## Appendix: Hönl–London factors as squared 3j symbols

### A.1 Premises and conventions

The Hönl–London factor (Hönl and London, 1925) is the rotational part of the strength of an electric-dipole line. It is derived here for a symmetric top or a linear molecule from four premises.

1. Each state is a product $|n\rangle|JKM\rangle$ of a vibronic function of molecule-fixed coordinates and a rotational function of the Euler angles $\omega=(\phi,\theta,\chi)$.
2. The projection $K$ of the angular momentum on the molecular axis $z$ is a good quantum number.
3. The vibronic transition moment does not depend on $J$ or $J'$.
4. The sample is isotropic and field-free, so the $2J+1$ states $M$ of a level are degenerate and equally populated.

Unprimed labels belong to the lower state and primed labels to the upper state; R, Q and P lines have $J'=J+1$, $J$ and $J-1$. Angular momenta are in units of $\hbar$, phases are those of Condon and Shortley, energies are in cm$^{-1}$ and dipole moments in debye (D). The active rotation $R(\omega)=e^{-i\phi J_Z}e^{-i\theta J_Y}e^{-i\chi J_Z}$ carries the space-fixed axes $XYZ$ into the molecule-fixed axes $xyz$, and

$$D^J_{MK}(\omega)=\langle JM|R(\omega)|JK\rangle=e^{-iM\phi}\,d^J_{MK}(\theta)\,e^{-iK\chi}.\tag{A1}$$

These matrices are unitary, represent the rotation group, and obey the orthogonality relation of irreducible representations,

$$\int D^{J'}_{M'K'}D^{J*}_{MK}\,d\omega=\frac{8\pi^2}{2J+1}\,\delta_{J'J}\,\delta_{M'M}\,\delta_{K'K},\tag{A2}$$

with $d\omega=d\phi\,\sin\theta\,d\theta\,d\chi$. The 3j symbol is defined by

$$\langle j_1m_1j_2m_2|jm\rangle=(-1)^{j_1-j_2+m}\sqrt{2j+1}\begin{pmatrix}j_1&j_2&j\\m_1&m_2&-m\end{pmatrix}.\tag{A3}$$

It is real and invariant under cyclic permutation of columns, and it is multiplied by $(-1)^{j_1+j_2+j}$ under an exchange of two columns or a reversal of all projections.

**Rotational functions.** The normalised functions are

$$\langle\omega|JKM\rangle=\sqrt{\frac{2J+1}{8\pi^2}}\;D^{J*}_{MK}(\omega).\tag{A4}$$

A rotation $G$ of the molecule in space replaces $\psi(\omega)$ by $\psi(G^{-1}\omega)$. The group property and unitarity give $D^{J*}_{MK}(G^{-1}\omega)=\sum_{M'}D^{J*}_{M'K}(\omega)D^J_{M'M}(G)$, which is the transformation law of $|JM\rangle$. The dependence $e^{iK\chi}$ makes $K$ the eigenvalue of $J_z=-i\,\partial/\partial\chi$. The molecule-fixed components of $\mathbf J$ commute with the reversed sign, $[J_x,J_y]=-iJ_z$; the derivation below works with the functions (A4) and never applies $J_x$ or $J_y$ to them.

In a linear molecule the nuclei do not define $\chi$. Turning the $xy$ axes by $\delta$ with all particles fixed in space sends $\chi\to\chi+\delta$ and lowers every molecule-fixed azimuth by $\delta$, so a singlet vibronic function with axial angular momentum $\Lambda$ gains $e^{-i\Lambda\delta}$ and (A4) gains $e^{iK\delta}$. The product is independent of this arbitrary choice only if $K=\Lambda$.

**Dipole operator.** With spherical unit vectors $\mathbf e_0=\hat{\mathbf Z}$ and $\mathbf e_{\pm1}=\mp(\hat{\mathbf X}\pm i\hat{\mathbf Y})/\sqrt2$, the space-fixed components are $\mu^s_p=\boldsymbol\mu\cdot\mathbf e_p$ and the molecule-fixed ones are $\mu_q=\boldsymbol\mu\cdot R\mathbf e_q$. The vectors $\mathbf e_q$ rotate as $|1q\rangle$, that is $R\mathbf e_q=\sum_p\mathbf e_pD^1_{pq}$. Hence $\mu_q=\sum_p\mu^s_pD^1_{pq}$, and unitarity inverts this to

$$\mu^s_p=\sum_{q=-1}^{1}D^{1*}_{pq}(\omega)\,\mu_q .\tag{A5}$$

The operators $\mu_q$ act on the vibronic function alone and raise its axial angular momentum by $q$.

### A.2 The rotational matrix element

Premise 1 with (A4) and (A5) gives

$$\langle n'J'K'M'|\mu^s_p|nJKM\rangle=\sum_q\mathcal M_q\,\langle J'K'M'|D^{1*}_{pq}|JKM\rangle,\qquad \mathcal M_q=\langle n'|\mu_q|n\rangle .\tag{A6}$$

The product $D^1_{pq}D^J_{MK}$ is the matrix element of one rotation between the uncoupled states $\langle1p|\langle JM|$ and $|1q\rangle|JK\rangle$. Expanding both in coupled states, between which the rotation is diagonal in the total $j$, yields the Clebsch–Gordan series

$$D^1_{pq}D^J_{MK}=\sum_j\langle1pJM|j,p{+}M\rangle\langle1qJK|j,q{+}K\rangle\,D^j_{p+M,\,q+K}.\tag{A7}$$

The coefficients are real, so (A7) also holds for the complex conjugates. Multiplying the conjugate series by $D^{J'}_{M'K'}$ and the two normalisation constants and integrating with (A2) selects $j=J'$, $M'=M+p$ and $K'=K+q$:

$$\langle J'K'M'|D^{1*}_{pq}|JKM\rangle=\sqrt{\frac{2J+1}{2J'+1}}\,\langle1pJM|J'M'\rangle\langle1qJK|J'K'\rangle .\tag{A8}$$

Only the term $q=K'-K$ survives in (A6), so different $\mathcal M_q$ do not interfere. Applying (A3) twice gives the phase $(-1)^{2-2J+M'+K'}$, which equals $(-1)^{M'-K'}$ because $K'-J$ is an integer, and a cyclic permutation brings $J'$ to the first column:

$$\langle J'K'M'|D^{1*}_{pq}|JKM\rangle=(-1)^{M'-K'}\sqrt{(2J'+1)(2J+1)}\begin{pmatrix}J'&1&J\\-M'&p&M\end{pmatrix}\begin{pmatrix}J'&1&J\\-K'&q&K\end{pmatrix}.\tag{A9}$$

### A.3 Line strength

The line strength is the squared matrix element summed over $M$, $M'$ and the three components $p$. Normalisation of a coupled state, $\sum_{m_1m_2}\langle j_1m_1j_2m_2|jm\rangle^2=1$, says through (A3) that a squared 3j symbol summed over two projections, with the third fixed, equals $1/(2j+1)$ for the $j$ of the fixed column. The square is unchanged by column permutations, so the fixed column may be the middle one:

$$\sum_{MM'}\begin{pmatrix}J'&1&J\\-M'&p&M\end{pmatrix}^2=\frac13\quad\text{for each }p,\tag{A10}$$

provided $J'$, 1 and $J$ form a triangle. Each polarisation carries one third of the total, and the three together give unity. Therefore

$$\sum_{pMM'}|\langle n'J'K'M'|\mu^s_p|nJKM\rangle|^2=|\mathcal M_{K'-K}|^2\,S(J'K';JK),$$

$$S(J'K';JK)=(2J'+1)(2J+1)\begin{pmatrix}J'&1&J\\-K'&K'-K&K\end{pmatrix}^2=(2J+1)\,\langle1qJK|J'K'\rangle^2 .\tag{A11}$$

This is the Hönl–London factor. Reversal of all projections shows $S(J',-K';J,-K)=S(J'K';JK)$, and reversal combined with exchange of the outer columns shows $S(JK;J'K')=S(J'K';JK)$, so one factor serves absorption and emission.

### A.4 Sum rule

The uncoupled state $|1q\rangle|JK\rangle$ has unit norm, and its expansion in coupled states contains only $|J',K+q\rangle$ with $J'=|J-1|,\dots,J+1$. Hence $\sum_{J'}\langle1qJK|J',K{+}q\rangle^2=1$, and the last form of (A11) gives, for fixed $J$, $K$ and $K'$ with $|K'-K|\le1$,

$$\sum_{J'}S(J'K';JK)=2J+1 .\tag{A12}$$

The exchange symmetry gives the companion rule $\sum_JS(J'K';JK)=2J'+1$ for the lines that leave one upper level. Each $M$ state thus carries the total strength $|\mathcal M_q|^2$ whatever its $J$: rotation shares the vibronic strength among the branches and does not change it.

### A.5 Closed forms

The weights $w_{J'}=\langle1qJK|J',K{+}q\rangle^2$ are properties of the abstract coupling of $l=1$ with $J$, in which both angular momenta obey the normal commutation rules. They are the probabilities of the eigenvalues of $Y=\mathbf l\cdot\mathbf J=\tfrac12[J'(J'+1)-J(J+1)-2]$ in the state $|1q\rangle|JK\rangle$. These eigenvalues are $J$ for R, $-1$ for Q and $-(J+1)$ for P. For $J\ge1$ the projector on one eigenvalue is the product of $Y$ minus each of the other two, divided by the value of that product at the chosen eigenvalue:

$$w_R=\frac{\langle(Y+1)(Y+J+1)\rangle}{(J+1)(2J+1)},\quad w_Q=-\frac{\langle(Y-J)(Y+J+1)\rangle}{J(J+1)},\quad w_P=\frac{\langle(Y-J)(Y+1)\rangle}{J(2J+1)} .\tag{A13}$$

Write $Y=l_zJ_z+\tfrac12(l_+J_-+l_-J_+)$ and $X=J(J+1)$. The three terms produce mutually orthogonal states, so $\langle Y\rangle=qK$ and $\langle Y^2\rangle$ is the sum of the three squared norms,

$$\langle Y^2\rangle=q^2K^2+\tfrac14[2-q(q+1)][X-K(K-1)]+\tfrac14[2-q(q-1)][X-K(K+1)].\tag{A14}$$

**Parallel transitions, $q=0$.** Here $\langle Y\rangle=0$ and $\langle Y^2\rangle=X-K^2$. The three expectation values in (A13) are $X-K^2+J+1=(J+1)^2-K^2$, then $X-K^2-X=-K^2$, and $X-K^2-J=J^2-K^2$. Multiplying the weights by $2J+1$,

$$S_R=\frac{(J+1)^2-K^2}{J+1},\qquad S_Q=\frac{K^2(2J+1)}{J(J+1)},\qquad S_P=\frac{J^2-K^2}{J}.\tag{A15}$$

The terms in $K^2$ cancel in the sum because $1/J+1/(J+1)=(2J+1)/X$, which leaves $2J+1$.

**Perpendicular transitions, $q=\pm1$.** For $q=+1$, $\langle Y\rangle=K$ and $\langle Y^2\rangle=\tfrac12(X+K^2-K)$. The expectation values are $\tfrac12(X+K^2-K)+(J+2)K+J+1=\tfrac12(J+K+1)(J+K+2)$, then $\tfrac12(K^2+K-X)=-\tfrac12(J-K)(J+K+1)$, and $\tfrac12(X+K^2-K)+(1-J)K-J=\tfrac12(J-K)(J-K-1)$. The case $q=-1$ follows from $K\to-K$ by the reversal symmetry:

$$S_R=\frac{(J\pm K+1)(J\pm K+2)}{2(J+1)},\quad S_Q=\frac{(J\mp K)(J\pm K+1)(2J+1)}{2J(J+1)},\quad S_P=\frac{(J\mp K)(J\mp K-1)}{2J}.\tag{A16}$$

The factors vanish whenever $J'<|K'|$, as they must. For $J=0$ only the R line exists and $S_R=1$.

### A.6 Parity states

A singlet state of a linear molecule with $\Lambda>0$ has two components, $K=\pm\Lambda$, and the eigenstates of the full Hamiltonian are their combinations of definite parity. The inversion $E^*$ of all space-fixed coordinates is Hermitian and unitary, commutes with the Hamiltonian and with the axial vector $\mathbf J$, and reverses the polar vector $\hat{\mathbf z}$. It therefore conserves $J$ and $M$ and reverses $K=\mathbf J\cdot\hat{\mathbf z}$. Let $|a\rangle=|n,\Lambda\rangle|J\Lambda M\rangle$ and define $|b\rangle=E^*|a\rangle$, which has $K=-\Lambda$ and is orthogonal to $|a\rangle$. The states $|\varepsilon\rangle=(|a\rangle+\varepsilon|b\rangle)/\sqrt2$ have parity $\varepsilon=\pm1$. This definition of $|b\rangle$ absorbs every phase convention, and the only other input is $E^*\mu^s_pE^*=-\mu^s_p$.

**Both $\Lambda,\Lambda'>0$.** The elements $\langle a'|\mu^s_p|b\rangle$ and $\langle b'|\mu^s_p|a\rangle$ need $|q|=\Lambda+\Lambda'\ge2$ and vanish, while $\langle b'|\mu^s_p|b\rangle=-\langle a'|\mu^s_p|a\rangle$. Hence $\langle\varepsilon'|\mu^s_p|\varepsilon\rangle=\tfrac12(1-\varepsilon\varepsilon')\langle a'|\mu^s_p|a\rangle$. A line between levels of opposite parity has the factor (A11) unchanged.

**$\Sigma$–$\Pi$.** A $\Sigma$ level is a single state $|\Sigma\rangle$ of parity $\varepsilon$. Then $\langle b'|\mu^s_p|\Sigma\rangle=\langle a'|E^*\mu^s_pE^*E^*|\Sigma\rangle=-\varepsilon\langle a'|\mu^s_p|\Sigma\rangle$, and

$$\langle\varepsilon'|\mu^s_p|\Sigma\rangle=\frac{1-\varepsilon\varepsilon'}{\sqrt2}\,\langle a'|\mu^s_p|\Sigma\rangle .\tag{A17}$$

The amplitude is zero for equal parities and $\sqrt2$ times the basis amplitude for opposite parities, so the allowed line has twice the factor (A11). The strengths of the two basis transitions $K'=+1$ and $K'=-1$ are collected in one line. The same argument holds with the $\Sigma$ state as the upper one. With $K=0$, $q=+1$ and with $K=1$, $q=-1$ in (A16),

$$\Pi\leftarrow\Sigma:\ S_R=J+2,\ S_Q=2J+1,\ S_P=J-1;\qquad \Sigma\leftarrow\Pi:\ S_R=J,\ S_Q=2J+1,\ S_P=J+1 .\tag{A18}$$

For $K=0$ the function (A4) is proportional to $Y_{JM}(\theta,\phi)$, so the levels of a $\Sigma^+$ state have parity $(-1)^J$ and those of a $\Sigma^-$ state $-(-1)^J$. With the labels $e$ for parity $(-1)^J$ and $f$ for $-(-1)^J$, a change of parity means $e\leftrightarrow e$ and $f\leftrightarrow f$ in R and P, and $e\leftrightarrow f$ in Q. Between two $\Sigma$ states $S_Q=0$ by (A15), so $\Sigma^\pm$–$\Sigma^\pm$ bands follow (A15) with $K=0$ and $\Sigma^+$–$\Sigma^-$ bands are forbidden. For all parity-allowed lines

$$S_{\rm par}=(1+\delta_{0\Lambda}+\delta_{0\Lambda'}-2\delta_{0\Lambda}\delta_{0\Lambda'})\,S(J'\Lambda';J\Lambda).\tag{A19}$$

The sum over all lines that start from the parity levels of a given $J$ is $(2-\delta_{0,\Lambda+\Lambda'})(2J+1)$. In $\Pi\leftarrow\Sigma$ the single lower level carries $2(2J+1)$. In $\Sigma^+\leftarrow\Pi$ the $e$ level carries $S_R+S_P=2J+1$ and the $f$ level carries $S_Q=2J+1$.

The factor 2 is tied to the definition $\mathcal M_{+1}=\langle\Lambda'{=}{+}1|\mu_{+1}|\Sigma\rangle$ with $\mu_{+1}=-(\mu_x+i\mu_y)/\sqrt2$. For a $\Sigma^+$ partner take real functions with $|\Lambda'{=}{+}1\rangle=-(|\Pi_x\rangle+i|\Pi_y\rangle)/\sqrt2$ and $\langle\Pi_x|\mu_x|\Sigma\rangle=\langle\Pi_y|\mu_y|\Sigma\rangle=\mu_\perp$; the crossed elements vanish by reflection symmetry. Then $\mathcal M_{+1}=\tfrac12(\mu_\perp+\mu_\perp)=\mu_\perp$, and the sum $2(2J+1)\mu_\perp^2$ counts the $x$ and $y$ directions once each. A moment defined with $\mu_x+i\mu_y$, without $1/\sqrt2$, has the square $2\mu_\perp^2$ and must be used with (A11) undoubled.

### A.7 Line intensity

For a weak field $E_0\cos\omega_0t$ along $Z$, first-order perturbation theory gives the rate $(\pi E_0^2/2\hbar^2)|\mu^s_0|^2\delta(\omega_0-\omega_{fi})$. Division by the photon flux $\varepsilon_0cE_0^2/2\hbar\omega_0$ and integration over the wavenumber $\tilde\nu=\omega_0/2\pi c$ gives $\int\sigma\,d\tilde\nu=2\pi^2\tilde\nu|\mu^s_0|^2/\varepsilon_0hc$. Each $M$ state has population $e^{-E_J/kT}/Q$, and (A10) supplies the factor $1/3$. With stimulated emission subtracted, the intensity per molecule is

$$I=\frac{2\pi^2}{3\varepsilon_0hc}\,|\mathcal M|^2\,\tilde\nu\,S\,\frac{e^{-E_J/kT}}{Q}\left(1-e^{-\tilde\nu/kT}\right),\tag{A20}$$

with $kT$ in cm$^{-1}$. The prefactor is $4.162\times10^{-19}$ cm$^2$ D$^{-2}$, and $I$ is in cm$^{-1}$/(molecule cm$^{-2}$). The degeneracy $2J+1$ is contained in $S$ and must not be applied again.

### A.8 Range of validity

Equations (A9) to (A12), (A15) and (A16) are exact identities for the functions (A4), and they hold for half-integer $J$ and $K$ as well. Their use in spectra is limited by the premises.

*Mixing of $K$.* In asymmetric tops, in multiplets between Hund's cases (a) and (b), and in levels perturbed by Coriolis or $L$-uncoupling terms, the amplitudes (A9) must be combined with the mixing coefficients before squaring. Individual lines change; a unitary mixing within one $J$ conserves only the sum over all mixed levels. The parity results are derived for singlets. For $|\Omega|=|\Omega'|=\tfrac12$ the element $\langle a'|\mu^s_p|b\rangle$ has $|q|=1$ and need not vanish.

*Anisotropy and fields.* Aligned samples, Stark or Zeeman splitting and saturation require the $M$-resolved element (A9). Unresolved hyperfine structure leaves the sums intact.

*Vibration–rotation interaction.* Premise 3 fails through centrifugal stretching (Herman and Wallis, 1955). For a diatomic molecule let $x=(r-r_e)/r_e$, $\gamma=2B_e/\omega_e$ and $\mu(x)=\mu_0+\mu_1x$. To first order in $x$ in the rotational term,

$$H_J=-B_e\frac{d^2}{dx^2}+\frac{\omega_e^2}{4B_e}x^2+B_eX(1-2x).$$

This is an oscillator with $x_{01}=\langle1|x|0\rangle=\sqrt{\gamma/2}$, displaced to $x_J=\gamma^2X$ and lowered by $DX^2$ with $D=4B_e^3/\omega_e^2=\gamma^2B_e$. The overlap of $v'=1$ centred at $x_{J'}$ with $v=0$ centred at $x_J$ is $(x_J-x_{J'})/2x_{01}$ to first order. With $m=J+1$ for R and $m=-J$ for P, $X'-X=2m$, so the overlap is $-2\gamma m\,x_{01}$ and the moment is $\mu_1x_{01}(1-2\gamma m\mu_0/\mu_1)$. The factor $S$ is thus multiplied by

$$F(m)=1-4\gamma\,\frac{\mu_0}{\mu_1}\,m+O(\gamma^2m,\gamma^2m^2).\tag{A21}$$

The omitted terms come from the next term $3B_eXx^2$, from anharmonicity and from the curvature of $\mu(x)$. The correction is largest for light hydrides, where $\gamma$ is several times larger than in CO, and for weak bands of strongly polar molecules.

### A.9 The CO fundamental band

The band $v=1\leftarrow0$ of $^{12}$C$^{16}$O lies within the $X\,^1\Sigma^+$ state, and both nuclei have zero spin. Thus $K=K'=0$, only $\mathcal M_0$ contributes, and (A15) gives $S_R=J+1$, $S_Q=0$ and $S_P=J$, or $S=|m|$. The inputs are the approximate values $\tilde\nu_0=2143.27$ cm$^{-1}$, $B_0=1.9225$ cm$^{-1}$, $B_1=1.9050$ cm$^{-1}$, $|\mathcal M_0|=0.107$ D and $|\mu_0|=0.12$ D, and the temperature is 296 K.

With $E_J=B_vJ(J+1)$ the lines lie at $\tilde\nu(m)=\tilde\nu_0+(B_1+B_0)m+(B_1-B_0)m^2=\tilde\nu_0+3.8275\,m-0.0175\,m^2$. At 296 K, $kT=205.7$ cm$^{-1}$, $b=B_0/kT=9.345\times10^{-3}$ and $Q=\sum_J(2J+1)e^{-bJ(J+1)}=107.3$. Stimulated emission and the population of $v=1$ are of relative size $e^{-\tilde\nu_0/kT}=3.0\times10^{-5}$ and are dropped. The prefactor times $|\mathcal M_0|^2$ is $4.77\times10^{-21}$ cm$^2$. Intensities are per molecule of this isotopologue.

| Line | $\tilde\nu$ / cm$^{-1}$ | $S$ | $e^{-bJ(J+1)}$ | $I$ / $10^{-19}$ cm molecule$^{-1}$ |
|---|---|---|---|---|
| P(15) | 2081.9 | 15 | 0.106 | 1.47 |
| P(7) | 2115.6 | 7 | 0.593 | 3.90 |
| P(1) | 2139.4 | 1 | 0.981 | 0.93 |
| R(0) | 2147.1 | 1 | 1 | 0.95 |
| R(1) | 2150.9 | 2 | 0.981 | 1.87 |
| R(7) | 2172.8 | 8 | 0.593 | 4.57 |
| R(15) | 2200.0 | 16 | 0.106 | 1.66 |

R(7) and P(7) share their lower level, so their ratio is free of population factors. It is the Hönl–London ratio $8/7=1.143$ times the wavenumber ratio 1.027, which makes 1.174.

The sum rule fixes the band intensity. Since $S_R+S_P=2J+1$, the weights $Se^{-bJ(J+1)}/Q$ add to unity, and the band intensity is the prefactor times $|\mathcal M_0|^2\langle\tilde\nu\rangle$. The identities $(J+1)^2-J^2=2J+1$ and $(J+1)^3+J^3=(2J+1)(X+1)$ give $\langle\tilde\nu\rangle=\tilde\nu_0+2B_1+(B_1-B_0)\langle X\rangle$. The thermal mean is $\langle X\rangle=106.7$, so $\langle\tilde\nu\rangle=2145.2$ cm$^{-1}$ and the band intensity is $1.02\times10^{-17}$ cm molecule$^{-1}$. Because $S_R-S_P=1$ for every $J$, the R branch holds the share $\tfrac12+\tfrac1{2Q}\sum_Je^{-bJ(J+1)}$ of the weights. The sum is 9.19, so the R share is 0.543 and the P share 0.457.

The neglected terms follow from $\gamma\approx2B_0/\tilde\nu_0=1.79\times10^{-3}$. Then $D\approx\gamma^2B_0=6.2\times10^{-6}$ cm$^{-1}$, which shifts a line by $-4Dm^3$, or $-0.1$ cm$^{-1}$ at R(15), raises the Boltzmann factor of $J=15$ by 0.17 % and raises $Q$ by 0.07 %. Further, $x_{01}=0.030$ and $|\mu_1|=|\mathcal M_0|/x_{01}=3.6$ D, so the linear coefficient in (A21) has magnitude $2.4\times10^{-4}$. With $\mu_0$ and $\mu_1$ taken of opposite sign, as is usual for CO, the R lines gain and the P lines lose. The change is 0.19 % at R(7) and 0.39 % at R(15), where $\gamma^2m^2$ is 0.08 %, and the ratio of R(7) to P(7) rises by 0.36 %. The last digit of each tabulated intensity is therefore uncertain by about one unit, and the common scale is only as good as the square of the assumed moment. The small permanent dipole of CO makes $\mu_0/\mu_1$ small, and for that reason the relative intensities in the table follow from the Hönl–London, wavenumber and Boltzmann factors alone to within about one per cent.